The row at axial ratio 0.707 looks wrong beside the row at 1.414. One crystal is squashed along an axis and the other stretched by the inverse factor, at the same volume. Yet the squashed cell costs 1193 meV/atom and the stretched one only 565. The difference is real within this LDA calculation, and its cause leads to a rule that needs only a pocket calculator, or not even that.

Cubic perovskite ZrPbO3 (a = 4.209 Å, not relaxed at this level) is strained along [001] at fixed volume and fractional coordinates. The runs use Ansatz 0.2.0 with plane-wave PAW, scalar-relativistic LDA, no spin polarisation, a 420 eV cutoff, an 8×8×8 k mesh and 0.05 eV Gaussian smearing. Energies are free energies relative to the cubic cell; positive pressure means compression.

```
axial ratio (over its starting value)  energy change (meV/atom)  pressure (GPa)  gap on mesh (eV)
                                 0.65                    2049.4           36.08             0.000
                                0.707                    1193.0           20.92             0.000
                                 0.78                     522.7            5.57             0.000
                                 0.85                     192.1           -4.28             1.192
                                 0.92                      44.2           -9.45             1.752
                                 0.96                       9.9          -10.80             1.970
                                    1                       0.0          -11.21             2.167
                                  1.1                      46.2           -9.06             1.816
                                  1.2                     160.0           -3.53             1.473
                                  1.3                     324.0            4.42             1.147
                                1.414                     565.2           15.61             0.806
                                  1.5                     783.5           25.17             0.398
```

The axial ratio, called x below, compares the length along the chosen axis with the lengths across it and equals 1 for the cubic cell. The energy change is counted from that cubic cell. Each zirconium atom sits between six oxygen atoms, two along the axis and four across it. Since the volume is held fixed, squashing shortens the two and lengthens the four, while stretching does the reverse.

At 0.707 two Zr–O bonds each shrink by about a fifth; at 1.414 four bonds each shrink by about a tenth. Added up, the shortening is nearly the same in both cells, but in the squashed one it falls on half as many bonds. If the cost of a bond grew in proportion to its shortening, this would hardly matter. Closed electron shells, however, repel each other more and more steeply as they approach, so concentrated shortening costs more than shared shortening. The bonds that lengthen can't make up the difference, because their relief weakens as they move apart.

The electronic state changes too: the three most strongly squashed cells have no gap on the mesh. That change isn't needed to produce the asymmetry, which is already present while the gap is open. Squashing to 0.85 costs 192 meV/atom, whereas stretching to 1.2, a slightly larger distortion on a logarithmic scale, costs 160. The distances follow from the geometry and the energies from the calculation; that repulsion between zirconium and oxygen is the main link between them is an argument from bonding, since the table doesn't split the energy into parts.

The cubic cell has its own surprise: its energy is the lowest on the path although its pressure is −11 GPa, which means that it is under tension. The three axes are equivalent there, so the tension pulls equally along each of them. A small change of shape at constant volume then gains along one direction what it loses along the others. The energy therefore starts flat at x = 1 whatever the pressure, and the cost begins only with the square of the distortion.

To turn this picture into a rule, let the repulsion of each bond vary as the inverse ninth power of its length r, and treat the attraction between the ions as if it depended on the volume alone. At fixed volume the lengths scale as

along the axis: r ∝ x^(2/3)
across the axis: r ∝ x^(−1/3)

Raised to the power −9, these become 1/x⁶ for the two axial bonds and x³ for the four others. Counting the four with twice the weight of the two, and subtracting the value at x = 1, gives

energy change ≈ 200 meV/atom × (1/x⁶ + 2x³ − 3)

The first term takes over on squashing and the second on stretching. Their slopes cancel at x = 1, as the symmetry demands.

The two rows from the opening can be worked by hand, because 0.707 is close to 1/√2 and 1.414 to √2. For the squashed cell x⁶ is 1/8 and 2x³ is 0.71, so that

200 × (8 + 0.71 − 3) = 1142 meV/atom

This is 4 % below the calculated value. The row had no part in setting the factor of 200.

For the stretched cell x⁶ is 8 and 2x³ is 5.65, which gives

200 × (0.125 + 5.65 − 3) = 555 meV/atom

This is about 2 % too low, but here the row did help to set the factor. Together the two estimates reproduce the imbalance: the rule makes squashing about twice as costly as stretching, as the calculation does.

The factor was fitted to the nine rows that keep a gap and then rounded. The ninth power was chosen for its simple arithmetic with the whole curve in view, so the good result at the squashed end is a description and not a blind prediction. Over all distorted cells the rule stays within 9 % of the calculated energy, and within about 2 % on the stretched side. A parabola in the logarithm of x, fitted to the same nine rows, falls 34 % short at 0.85 because it treats squashing and stretching alike. The printed analysis below gives the details.

How literally should the ninth power be taken? The pressures offer a test, as they were not used to build the rule. A repulsion that varies as r⁻⁹ varies as the inverse third power of the volume, so a distortion should raise the pressure by three times its energy cost per volume. In the calculation that factor lies between 2.1 and 4.5, low for the strongest squashing and high for stretching.

The picture thus gets the sign and the rough size of the pressure rise, but not its course. The power of nine is a convenient summary of the energy along this path, not a measured law for the Zr–O bond. Electrostatic attraction and the contacts among the other atoms probably account for part of the mismatch, though nothing here separates them. When the exponent is left free, the gapped rows prefer a value near 10, and the energy at 0.65 then comes out a quarter too high.

The row at 0.65 also marks the edge of safe use. There the hand rule has turned from too low to too high, and the shortest Zr–O distance is only 1.58 Å, where the atomic datasets may overlap. Overlap can't be ruled out at 0.707 either, where that distance is 1.67 Å. In all three rows without a gap the energies are also less certain, because the k mesh was chosen for an insulator and magnetism was not tested. The factor of 200 belongs to this crystal at this volume, which was not relaxed and is too large for the LDA setup used, whose atomic datasets were made for another functional, PBE. The rule also assumes constant volume; a film gripped by a substrate can adjust its thickness and will pay a different price.

Nor does the minimum at x = 1 make the cubic crystal stable. The atoms keep their symmetric places along the whole path, so the oxygen octahedra can't tilt and lead can't move off centre, as both do in the real compound at low temperature. For another cubic crystal with stiff octahedra aligned to the axes, the same reasoning suggests that squashing will be harder than stretching. The size of the effect must come from that crystal's own data: one energy at a moderate distortion sets the factor, and a second on the opposite side shows whether the ninth power still serves.

Printed output of the fit:

```
fit of energy_change on 9 rows (gap_on_mesh > 0): coefficient of 1/x**(2*s/3) + 2*x**(s/3) - 3 155.4 +/- 0.51, s 10.26; rms 3.07, worst 0.85 -7.74, leave-one-out rms 6.09
  rows outside the fit (model, value, miss): 0.65 2563, 2049, 514; 0.707 1293, 1193, 100; 0.78 516.8, 522.7, -5.92
fit of energy_change on 9 rows (gap_on_mesh > 0): coefficient of L**2 4783 +/- 109; rms 22.5, worst 0.85 -65.8, leave-one-out rms 23.1
  rows outside the fit (model, value, miss): 0.65 887.6, 2049, -1162; 0.707 575, 1193, -618; 0.78 295.3, 522.7, -227
amplitude for exponent 9 from the gapped rows, meV/atom: 204.1
hand rule, misses are rule less table:
    row    1/x^6    2x^3  rule meV/atom  miss %  shortest Zr-O A  pressure rise GPa  rise by rule GPa
   0.65    13.26  0.5493           2162    5.48            1.579              47.29             66.07
  0.707    8.007  0.7068           1143  -4.207             1.67              32.13             38.46
   0.78    4.441  0.9491          477.9  -8.567            1.783              16.78             16.85
   0.85    2.651   1.228          175.9   -8.41            1.888               6.93             6.193
   0.92    1.649   1.557          41.31  -6.527            1.991               1.76             1.425
   0.96    1.278   1.769          9.401  -5.038            2.048               0.41            0.3191
    1.0        1       2              0       0            2.104                  0                 0
    1.1   0.5645   2.662          45.29  -1.959            2.039               2.15             1.489
    1.2   0.3349   3.456          158.2  -1.138             1.98               7.68             5.158
    1.3   0.2072   4.394          320.2  -1.162            1.928              15.63             10.44
  1.414   0.1251   5.654          555.9  -1.649            1.875              26.82             18.22
    1.5  0.08779    6.75          767.6  -2.035            1.838              36.38             25.26
largest miss of the hand rule over all displaced rows, %: 8.567
mean size of the miss over all displaced rows, %: 4.197
energy at 0.707 over energy at 1.414, table: 2.111
energy at 0.707 over energy at 1.414, hand rule: 2.056
miss of the parabola at 0.85, %: -34.24
miss of the parabola at 0.65, %: -56.69
smallest ratio of pressure rise to energy density (rule says 3): 2.147
largest ratio of pressure rise to energy density (rule says 3): 4.489
```
